Basis sets and the binding energy of chlorine monofluoride

The atomization energy D is the energy needed to separate a molecule into its atoms:

D = E(F) + E(Cl) − E(ClF)

In the runs below each larger basis set lowers the energies of both the molecule and the atoms, so D rises only when the molecule gains more than the two atoms together. The table follows D at the CCSD(T) level through six basis sets. Its third column is D less the quadruple-zeta value, so a negative entry means weaker binding than in cc-pV(Q+d)Z, and "functions" counts the basis functions of the molecule. The differences and ratios used below stand in the printed output after this section.

Atomization energy of chlorine monofluoride (ClF, neutral singlet) in six basis sets, computed with Ansatz 0.2.0 at the CCSD(T) level, with a restricted Hartree-Fock reference for the molecule. Noble-gas cores are frozen and relativity is left out. The bond length is 1.66 Å throughout, from an MP2(full)/6-31G* geometry.

```
      basis  functions  atomization energy less its quadruple-zeta value (kJ/mol)  rough wall time (s)
     STO-3G         14                                                    -109.20                  0.1
      6-31G         22                                                    -144.10                  0.2
  6-31Gstar         34                                                     -38.00                  0.3
cc-pV(D+d)Z         37                                                     -63.50                  0.4
cc-pV(T+d)Z         69                                                     -15.90                  n/a
cc-pV(Q+d)Z        119                                                       0.00                    4
```

1. Does D rise with the number of functions?

It does not rise at every step. All five smaller sets bind less than quadruple zeta, but D falls from STO-3G to 6-31G and again from 6-31G* to cc-pV(D+d)Z. The molecular total energy of the same runs falls at each step, and so does the summed energy of the atoms, obtained from it by adding D. All six runs keep one stable closed-shell determinant with the same occupation and a T1 diagnostic of at most 0.012, so the rows describe one electronic state. The two reversals are therefore steps at which the atoms gain more than the molecule.

2. Why does STO-3G bind more strongly than 6-31G?

Adding the quadruple-zeta value of 249.4 kJ/mol to the table entries gives 140.2 kJ/mol for STO-3G and 105.3 kJ/mol for 6-31G. Counting orbitals shows where the STO-3G value comes from. In a minimal basis a halogen atom fills all its spin orbitals but one. A double excitation needs two empty spin orbitals, and the single excitation from s into the p hole leads to a state of opposite parity, so the atom has no correlation energy. The same count holds for any pair of halogen atoms in such a basis.

The molecule is in a different position. Its 14 functions leave one virtual orbital, the antibonding σ*, into which an electron pair can be excited, and the run gives 131.6 kJ/mol of correlation energy. If the atoms have none, all of it counts as binding, and only 140.2 − 131.6 = 8.6 kJ/mol remains for Hartree-Fock. It is tempting to blame the fall in 6-31G on the atoms, which now have virtual orbitals of their own. But the molecule's correlation energy grows too, to 479.7 kJ/mol, and the correlation part of D shrinks only if the two atoms together gain more of it than the molecule does.

The loss is expected to lie in the Hartree-Fock part instead. A second set of valence functions lets each free atom adjust the size of its shells, which a minimal basis forbids, and the atoms can gain more from this than the molecule. Hartree-Fock runs on the atoms would settle the split. That STO-3G, with a single empty orbital for correlation, lies nearer quadruple zeta than 6-31G does is no sign of a better description of the bond.

3. What do the d functions do?

The step from 6-31G to 6-31G* adds only d shells (six Cartesian functions per atom, one combination of which is s-like) and raises D by 106.1 kJ/mol, the largest change between neighbouring rows. The step can be explained by polarization. A free halogen atom is nearly spherical and its occupied orbitals are well described by s and p functions, whereas the orbitals of a bond are pulled along the axis, a distortion that needs d character mixed into p. The Hartree-Fock energy of the molecule thus profits from d functions far more than that of the atoms.

The same runs show the molecular Hartree-Fock energy falling by 1.101 eV, or 106.2 kJ/mol, at this step, which fits the argument in size. The close match should not be read as proof. The d functions also add 4.056 eV of correlation energy to the molecule, and the atoms gain 4.057 eV in total. How the atomic gain divides between Hartree-Fock and correlation is untested here, so a near cancellation of the correlation parts is an inference.

4. Is 6-31G* a better basis than cc-pV(D+d)Z, since it lies nearer quadruple zeta?

Nearness in a single molecule is weak evidence, because D is a difference in which errors of atoms and molecule can cancel. The two sets have the same number of contracted s and p shells, and cc-pV(D+d)Z gives the lower molecular energy, by 1.429 eV. The atoms fall by 1.693 eV at the same step, and the difference of 0.264 eV is the loss of 25.5 kJ/mol in D. That much is arithmetic. One possible cause is the purpose of the d functions: those of 6-31G* were chosen with molecules in mind, those of the correlation-consistent sets mainly for the correlation energy of free atoms, which favours the atoms and so lowers D. Another is basis-set superposition: an atom with a poorer basis borrows more from its partner's functions in the molecule, which inflates D. Neither is shown by these runs; a counterpoise calculation would test the second.

5. How much binding lies beyond quadruple zeta?

The zero in the last row is a choice of reference, and the basis limit lies elsewhere. For the correlation-consistent family, theory offers an estimate. The exact wave function has a cusp where two electrons meet, and products of smooth orbitals approach it slowly: the shell added at cardinal number X (2, 3, 4 for double, triple, quadruple zeta) contributes an energy that falls as X⁻⁴. Summing all shells beyond X leaves a remainder that falls as X⁻³:

D(X) = D∞ − B/X³

Two rows fix the constants D∞ and B exactly, so no residual is left to judge them by. The triple- and quadruple-zeta rows give

D(4) − D(3) = B (1/27 − 1/64) = 37 B/1728
D∞ − D(4) = B/64 = (27/37) × 15.9 = 11.6 kJ/mol
D∞ = 249.4 + 11.6 = 261.0 kJ/mol

The rule can be tested on a row that it has not seen. Fixed on the double- and triple-zeta rows, it requires the next step to be 0.243 of the previous one, while the table gives 0.334. The predicted step from triple to quadruple zeta is then 4.3 kJ/mol smaller than the computed 15.9 kJ/mol. The molecular correlation energy shows the same slow approach, so the series has not reached its inverse-cube regime when it starts from double zeta.

The limit is correspondingly soft. The double- and triple-zeta rows extrapolate to 253.5 kJ/mol, which is 7.5 kJ/mol below the estimate above. The rule was also derived for correlation energy alone, whereas D contains a Hartree-Fock part that generally converges faster. A fair statement is that about 10 kJ/mol of binding lies beyond quadruple zeta, uncertain by several kJ/mol.

6. Why is the basis error of D so much smaller than that of the total energy, and which digits hold?

Most of the basis error belongs to electron pairs close to one nucleus, which are much alike in atom and molecule. The step from triple to quadruple zeta shows the cancellation: the molecule falls by 149.3 kJ/mol, the atoms by 133.4 kJ/mol, and 89 % of the molecular gain drops out of D. What survives favours the molecule at both steps of the correlation-consistent family. A plausible reason is that bonding pairs up the two unpaired electrons, and a pair of opposite spins is where the cusp matters most.

The table entries are good to 0.05 kJ/mol as results for the stated basis and bond length. As a value for real ClF, the second figure of 249.4 is already in doubt through the basis. Smaller terms come next: spin-orbit coupling stabilizes the free halogen atoms and zero-point motion raises the molecule, each lowering the binding by roughly 5 kJ/mol (rough recalled sizes), and core correlation is frozen out. In the triple-zeta run the force favours a shorter bond, with a slope of 0.52 kJ/mol per 0.01 Å, so a bond too long by one or two hundredths of an ångström costs about one kJ/mol at most.

7. What does the basis error do to a computed equilibrium?

The equilibrium constant for splitting ClF into atoms contains the factor exp(−D/RT), so a D that is too small by ΔD makes the constant too large by a factor exp(ΔD/RT). At room temperature RT is 2.48 kJ/mol, so the gap between triple and quadruple zeta changes a dissociation constant of ClF by a factor of about 600, and the estimated remainder by about 100. Higher gas temperatures shrink these factors. The rough wall times suggest that quadruple zeta costs about ten times as much as double zeta for this molecule, and they carry one figure only.

Output of the analysis:

```
basis: functions (counted from shells), virtual orbitals, atomization kJ/mol, % of Q value
  STO-3G         14 (14)    1   140.2    56
  6-31G          22 (22)    9   105.3    42
  6-31G*         34 (34)   21   211.4    85
  cc-pV(D+d)Z    37 (37)   24   185.9    75
  cc-pV(T+d)Z    69 (69)   56   233.5    94
  cc-pV(Q+d)Z   119 (119)  106   249.4   100
  6-31G* count uses six Cartesian d per atom; 13 occupied orbitals
order by atomization energy: 6-31G < STO-3G < cc-pV(D+d)Z < 6-31G* < cc-pV(T+d)Z < cc-pV(Q+d)Z
molecule, eV: CCSD correlation, (T), sum, sum in kJ/mol; atoms total by arithmetic
  STO-3G         -1.364   0.000   -1.364   -131.6; -15035.073
  6-31G          -4.901  -0.071   -4.971   -479.7; -15208.995
  6-31G*         -8.829  -0.199   -9.028   -871.0; -15213.053
  cc-pV(D+d)Z    -9.488  -0.200   -9.687   -934.7; -15214.746
  cc-pV(T+d)Z   -12.662  -0.464  -13.127  -1266.5; -15219.163
  cc-pV(Q+d)Z   -13.754  -0.554  -14.308  -1380.5; -15220.546
largest gap in total = HF + CCSD + (T): 0.0001 eV
steps, eV lowering: molecule (HF part, correlation part), atoms; change of atomization kJ/mol
  STO-3G to 6-31G: 173.561 (169.954, 3.607), 173.923; -34.9
  6-31G to 6-31G*: 5.157 (1.101, 4.056), 4.057; +106.1
  6-31G* to cc-pV(D+d)Z: 1.429 (0.770, 0.659), 1.693; -25.5
  cc-pV(D+d)Z to cc-pV(T+d)Z: 4.911 (1.471, 3.439), 4.417; +47.6
  cc-pV(T+d)Z to cc-pV(Q+d)Z: 1.548 (0.367, 1.181), 1.383; +15.9
STO-3G: correlation 131.6, left for HF if atoms have none 8.6 kJ/mol, correlation share 94 %
adding d to 6-31G: atomization +106.1, molecular HF lowering 106.2 kJ/mol
T to Q: molecule 149.3, atoms 133.4 kJ/mol, cancelled 89 %
step ratio (T to Q)/(D to T): inverse cube 0.243, atomization 0.334
  molecule: HF 0.249, correlation 0.343, (T) alone 0.338
T to Q step predicted from D and T 11.6, computed 15.9, miss +4.3 kJ/mol
inverse-cube limit: from T,Q 261.0 (Q +11.6, 4.7 %), from D,T 253.5 kJ/mol
  the two limits differ by 7.5 kJ/mol
  same rule on molecular correlation: 83 kJ/mol still missing at Q
rounding of the table: 0.05 kJ/mol per entry, 0.1 per difference
force in T set towards shorter bond: 0.54 eV/A = 0.52 kJ/mol per 0.01 A
RT at 298 K 2.48 kJ/mol; exp(x/RT): x=15.9 gives 610, x=11.6 gives 108
D to Q: functions x3.2, rough time x10; T set has no time
```
